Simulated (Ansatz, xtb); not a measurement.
# Two isomers of C2H7FOSi3

Structure I: `O=C[Si@@H]1C[SiH2][Si@H]1F`, a singlet. Structure II: `O=C1[SiH2][SiH2]C[Si@@H]1F`, a singlet. Both are isolated molecules in the gas phase, relaxed with B3LYP-D3(BJ)/def2-SVP; the shapes shown needn't be the lowest conformers.

I (Å):

```xyz
14

C    -0.6634    0.5416   -1.2328
C     0.6335    1.5919    1.3297
F    -2.7095    0.3963    3.0900
O     0.1811   -0.3303   -1.2036
Si   -1.0061    1.5804    0.3586
Si    0.5193   -0.1179    2.2003
Si   -1.8243   -0.1160    1.8077
H    -1.2811    0.6910   -2.1632
H    -1.6704    2.8780    0.0412
H     0.6065    2.3789    2.1029
H     1.5302    1.7443    0.7091
H     1.2565   -1.1944    1.4873
H     0.9481   -0.0769    3.6303
H    -2.5480   -1.2761    1.2146
```

II (Å):

```yaml
atoms:
  - { symbol: C, position_ang: [0.2173, 1.4941, 0.0986] }
  - { symbol: C, position_ang: [0.4720, -1.3427, 1.0056] }
  - { symbol: F, position_ang: [0.8801, 0.8145, 2.7997] }
  - { symbol: O, position_ang: [0.6891, 2.3689, -0.5972] }
  - { symbol: Si, position_ang: [-1.7000, 0.9804, 0.0842] }
  - { symbol: Si, position_ang: [-1.4379, -1.1776, 1.0118] }
  - { symbol: Si, position_ang: [1.2490, 0.3359, 1.2779] }
  - { symbol: H, position_ang: [-2.2359, 1.0278, -1.3059] }
  - { symbol: H, position_ang: [-2.4622, 1.9181, 0.9582] }
  - { symbol: H, position_ang: [-1.9485, -1.2292, 2.4111] }
  - { symbol: H, position_ang: [-2.0727, -2.2727, 0.2222] }
  - { symbol: H, position_ang: [0.8151, -2.0928, 1.7369] }
  - { symbol: H, position_ang: [0.7790, -1.6980, 0.0043] }
  - { symbol: H, position_ang: [2.7208, 0.4245, 1.1028] }
```

Quicker runs give these differences E(II) − E(I): GFN2-xTB −0.707 eV; HF/STO-3G −1.230 eV (at GFN2-xTB geometries); r2SCAN-D4/def2-SVP −0.661 eV (at GFN2-xTB geometries).

Task: Estimate E(II) − E(I) at the level CCSD(T)/def2-SVP + ΔMP2/def2-TZVPP.

Result: Calculated at CCSD(T)/def2-SVP + ΔMP2/def2-TZVPP: E(II) − E(I) = −0.495 eV, so structure II lies lower.

The same difference at several levels:

| level | geometry | E(II) − E(I) (eV) | departure from the last row (eV) | job, with rough time for the two |
| --- | --- | --- | --- | --- |
| GFN2-xTB | GFN2-xTB | −0.707 | −0.213 | optimisation, 0.65 s |
| HF/STO-3G | GFN2-xTB | −1.230 | −0.736 | single point, 0.48 s |
| r2SCAN-D4/def2-SVP | GFN2-xTB | −0.661 | −0.167 | single point, 4.8 s |
| B3LYP-D3(BJ)/def2-SVP | B3LYP-D3(BJ)/def2-SVP | −0.515 | −0.021 | optimisation, 1.8 min |
| HF/def2-SVP | B3LYP-D3(BJ)/def2-SVP | −0.588 | −0.093 | part of the CCSD(T) run |
| MP2/def2-SVP | B3LYP-D3(BJ)/def2-SVP | −0.526 | −0.031 | part of the CCSD(T) run |
| CCSD(T)/def2-SVP | B3LYP-D3(BJ)/def2-SVP | −0.519 | −0.025 | single point |
| CCSD(T)/def2-SVP + ΔMP2/def2-TZVPP | B3LYP-D3(BJ)/def2-SVP | −0.495 |  | single point, 73 s |

As drawn, II has 1 C–Si, 1 Si–H in place of 1 Si–Si, 1 C–H. Structure I has a 4-membered ring, II a 5-membered ring.

None of the levels shown reverses the order. The largest departure from CCSD(T)/def2-SVP + ΔMP2/def2-TZVPP is that of HF/STO-3G, 0.736 eV. The last row adds to CCSD(T) the change of the MP2 difference between the two basis sets, here +0.025 eV.

With thermal terms from frequencies at re-optimised GFN2-xTB minima (ideal gas, soft modes damped towards free rotors, one conformer each, 298.15 K, 1 atm): the zero-point term adds −0.017 eV; ΔH is −0.530 and ΔG −0.477 eV.

The correlated steps freeze 19 core orbitals. Codes used: Ansatz 0.2.0, xtb 6.7.1; the last row on 4 threads of Arm Neoverse V1 on a shared host.

The five-membered cyclic acylsilane II lies below the four-membered ring with a formyl substituent, and relief of ring strain is probably the main reason. The exchange of bonds offers no equally clear driving force: giving up a weak Si–Si bond for Si–C favours II, but replacing C–H by Si–H works against it, although a formyl C–H bond is weaker than an ordinary alkyl one. The changed surroundings of the carbonyl group and fluorine may also contribute, and the total energies don't separate these effects.

Hartree–Fock already gives −0.588 eV in the def2-SVP basis, so the preference doesn't originate in electron correlation, and the much larger STO-3G value probably reflects mainly the inflexibility of the minimal basis. The free-energy preference is smaller than the enthalpic one, as expected when a formyl group with a soft torsion is tied into a ring. The result supports a thermodynamic preference for II over I, but says nothing about how readily one would convert into the other.
